**Question**

The table compares calculated atomization energies of six molecules, each with an In–Si bond, with a coupled-cluster reference. A positive error means that the molecule is bound too strongly relative to its free atoms. The last column counts the cases, out of six, for which this happens. All levels use the same PBE0-D4/def2-TZVP geometries.

Errors in the atomization energies of six gas-phase molecules with an In–Si bond, calculated with Ansatz 0.2.0 as level minus frozen-core CCSD(T) at the basis-set limit. Energies are electronic, without zero-point or spin–orbit terms. Geometries are PBE0-D4/def2-TZVP, the functionals use def2-TZVPP, and indium has a def2 core potential.

```
             level            class  exact exchange, short range (%)  exact exchange, long range (%)  mean signed error (kcal/mol)  mean absolute error (kcal/mol)  largest error (kcal/mol)  case of the largest error  cases too high
             SPW92              LDA                                0                               0                          63.9                            63.9                      87.4       [CH3][In]([F])[SiH3]               6
            PBE-D4              GGA                                0                               0                          -7.8                             7.8                     -14.7         [SiH3][SiH2][InH2]               0
         revPBE-D4              GGA                                0                               0                         -18.6                            18.6                     -22.2         [SiH3][SiH2][InH2]               0
           BLYP-D4              GGA                                0                               0                         -12.9                            12.9                     -16.9      [CH3][In]([SiH3])[Cl]               0
        r2SCANh-D4    global hybrid                               10                              10                          -5.2                             5.2                      -7.8              N[SiH2][InH2]               0
          B3LYP-D4    global hybrid                               20                              20                          -6.3                             6.3                      -8.4      [CH3][In]([SiH3])[Cl]               0
           PBE0-D4    global hybrid                               25                              25                         -10.4                            10.4                     -12.7             [F][InH][SiH3]               0
      CAM-B3LYP-D4  range-separated                               19                              65                          -1.7                             2.2                      -4.4      [CH3][In]([SiH3])[Cl]               1
           wB97M-V  range-separated                               15                             100                          -1.5                             1.8                      -3.3       [CH3][In]([F])[SiH3]               1
            B2PLYP    double hybrid                               53                              53                         -13.5                            13.5                     -15.6         [SiH3][SiH2][InH2]               0
          PBE-QIDH    double hybrid                               69                              69                         -10.8                            10.8                     -12.7              N[SiH2][InH2]               0
  CCSD(T)/def2-SVP    wave function                              n/a                             n/a                         -41.3                            41.3                     -50.0              N[SiH2][InH2]               0
CCSD(T)/def2-TZVPP    wave function                              n/a                             n/a                         -15.0                            15.0                     -19.4       [CH3][In]([F])[SiH3]               0
```

(a) On which side does each kind of method err, and why does the density gradient matter so much?

(b) What does exact exchange do between PBE-D4 and PBE0-D4, on average and in [SiH3][SiH2][InH2]? Does the step from BLYP-D4 to B3LYP-D4 contradict this?

(c) Use the CCSD(T) rows to estimate how much of the B2PLYP error comes from its finite basis.

(d) Which functional is best for these molecules?

**Model answer**

(a) The local density approximation, SPW92, binds all six molecules too strongly, by 63.9 kcal/mol on average, or about 11% of the mean atomization energy. The other levels bind too weakly on average. Ten of the 13 do so in every one of the six cases, so the errors are mostly one-sided.

The limiting case behind SPW92 is the uniform electron gas, for which it is designed. Free atoms are far from that limit, because their density falls off steeply on every side. When atoms join, their tails overlap and the density between them becomes smoother. The local approximation therefore puts the energy of the separate atoms too high by more than that of the molecule, and the difference appears as extra binding.

A gradient correction lowers the energy where the density varies steeply, which favours the free atoms and reduces the binding. From SPW92 to PBE-D4 the mean falls by 71.7 kcal/mol, slightly more than these molecules need. revPBE-D4 responds more strongly to steep gradients and falls a further 10.8 kcal/mol. The small errors of the gradient functionals are thus what remains after a large correction, and a modest change in that correction shifts them visibly.

(b) The limiting case here is Hartree–Fock theory, with exact exchange and no correlation. It binds too weakly, because electrons brought together in bonds gain more from avoiding one another than they do in the free atoms. Approximate exchange that depends only on the local density and its gradient imitates part of this gain. Replacing some of it by exact exchange usually removes binding. That helps a functional that binds too strongly, but PBE-D4 already binds these molecules too weakly, and PBE0-D4 lowers its mean by another 2.6 kcal/mol.

The disilanyl molecule [SiH3][SiH2][InH2] goes the other way. Its error with PBE-D4 is −14.7 kcal/mol, while no error with PBE0-D4 exceeds 12.7 kcal/mol in size. It must therefore gain at least 2.0 kcal/mol of binding while the mean falls, so the other five molecules lose about 3.5 kcal/mol or more on average. PBE is known to bind silicon hydrides too weakly, and exact exchange may repair part of that fault in this molecule, though the numbers do not prove this cause.

The step from BLYP-D4 to B3LYP-D4 raises the mean by 6.6 kcal/mol, but it changes more than exact exchange. B3LYP keeps about 80% of the local exchange and only 72% of its gradient correction, and it also mixes in some local correlation. The smaller share of the gradient correction leads back towards the strong binding of SPW92; the effect of the changed correlation is not separated here. Since the whole way from SPW92 to BLYP-D4 is worth 76.8 kcal/mol, even a small part of it can outweigh the loss due to exact exchange. The two pairs of functionals do not contradict each other, because only the PBE pair comes close to changing exact exchange alone.

(c) In the limit of a complete basis, CCSD(T) would reproduce the reference, apart from the error of the extrapolation. The reference estimates that limit as the MP2 limit plus the difference between CCSD(T) and MP2 in def2-TZVPP. The errors of CCSD(T), −41.3 kcal/mol in def2-SVP and −15.0 kcal/mol in def2-TZVPP, therefore measure the basis and not the method. Because of the way the reference is built, the second of them equals the basis error of MP2 in def2-TZVPP. That suits the estimate below, since B2PLYP contains a correlation term of the MP2 kind. Two electrons avoid each other at short distance, and products of smooth orbitals describe this sharp feature slowly. The loss is greater in the molecule, where more electrons are paired closely, so a small basis gives too little binding.

B2PLYP contains about 27% of a perturbative correlation energy that suffers from the same slow convergence. If it loses the same share of the triple-zeta gap, then

basis error ≈ 0.27 × (−15.0) ≈ −4 kcal/mol.

The full error is −13.5 kcal/mol, so the basis explains a part of it and probably not the larger part. The rest belongs to the functional itself, to dispersion, for which this row has no added term, and to a possible error of the reference. The estimate is good only to its order of magnitude.

(d) No single winner can be named. CAM-B3LYP-D4 and wB97M-V have the smallest mean errors, −1.7 and −1.5 kcal/mol, but the reference is itself uncertain. Correlating the outer core of indium without suitable basis functions may shift it by up to about 4 kJ/mol a bond. For three bonds at indium this makes 12 kJ/mol, or roughly 3 kcal/mol, so even the sign of these two small means is open.

**Remarks on the reasoning**

It would be a mistake to read the table as a ladder on which more exact exchange means a better result. r2SCANh-D4, with 10%, has half the mean error of PBE0-D4, with 25%. The useful first question is on which side the functional would err without exact exchange, and the second is what else changes when exact exchange is added. The same caution applies to CAM-B3LYP-D4: its gain over B3LYP-D4 goes with more exact exchange at long range, but the rest of the functional changes too.

The estimate in (c) can be tested for its reach with PBE-QIDH. That functional contains more perturbative correlation, about 33%, and should lose about 5 kcal/mol to the basis. Yet its total error, −10.8 kcal/mol, is smaller than that of B2PLYP. Basis error thus helps to explain why both double hybrids bind too weakly, but not their order. The output below lists the differences and estimates used here.

Indium and silicon precursors meet when silicon-doped indium semiconductors are grown from the vapour. For reactions there, an atomization error must not be taken as the error of a reaction energy, since much of it cancels when bonds of the same kind survive. Comparison with measured heats of reaction would also need zero-point and thermal terms, and spin–orbit coupling where free indium atoms take part.

Output of the analysis:

```
Mean reference atomization energy (kcal/mol): 583.6
Mean number of bonds in a molecule: 7.833
Bias and scatter:
                 row  mean error in % of mean atomization energy  mean error per bond (kcal/mol)  mean error of the other five cases (kcal/mol)
               SPW92                                       10.95                           8.157                                           59.2
              PBE-D4                                      -1.337                         -0.9957                                          -6.42
           revPBE-D4                                      -3.187                          -2.374                                         -17.88
             BLYP-D4                                       -2.21                          -1.647                                          -12.1
          r2SCANh-D4                                      -0.891                         -0.6638                                          -4.68
            B3LYP-D4                                       -1.08                         -0.8043                                          -5.88
             PBE0-D4                                      -1.782                          -1.328                                          -9.94
        CAM-B3LYP-D4                                     -0.2913                          -0.217                                          -1.16
             wB97M-V                                      -0.257                         -0.1915                                          -1.14
              B2PLYP                                      -2.313                          -1.723                                         -13.08
            PBE-QIDH                                      -1.851                          -1.379                                         -10.42
    CCSD(T)/def2-SVP                                      -7.077                          -5.272                                         -39.56
  CCSD(T)/def2-TZVPP                                       -2.57                          -1.915                                         -14.12
Levels that put all six cases too low (count of 13): 10
Change of mean error from SPW92 to PBE-D4 (kcal/mol): -71.7
Change of mean error from SPW92 to BLYP-D4 (kcal/mol): -76.8
Change of mean error from PBE-D4 to revPBE-D4 (kcal/mol): -10.8
Change of mean error from PBE-D4 to PBE0-D4 (kcal/mol): -2.6
Least gain in binding of the disilanyl case from PBE-D4 to PBE0-D4 (kcal/mol): 2
Mean change of the other five cases at least this far down (kcal/mol): -3.52
Change of mean error from BLYP-D4 to B3LYP-D4 (kcal/mol): 6.6
Change of mean error from B3LYP-D4 to CAM-B3LYP-D4 (kcal/mol): 4.6
Chlorine case from BLYP-D4 to B3LYP-D4 (kcal/mol): 8.5
Chlorine case from B3LYP-D4 to CAM-B3LYP-D4 (kcal/mol): 4
Possible shift of the reference for three bonds at In (kcal/mol): 2.868
Gap between the means of wB97M-V and CAM-B3LYP-D4 (kcal/mol): 0.2
CCSD(T) gain in binding from def2-SVP to def2-TZVPP (kcal/mol): 26.3
Rough basis error in B2PLYP with 0.27 of perturbative correlation (kcal/mol): -4.05
Rough basis error in PBE-QIDH with 0.33 of perturbative correlation (kcal/mol): -4.95
```
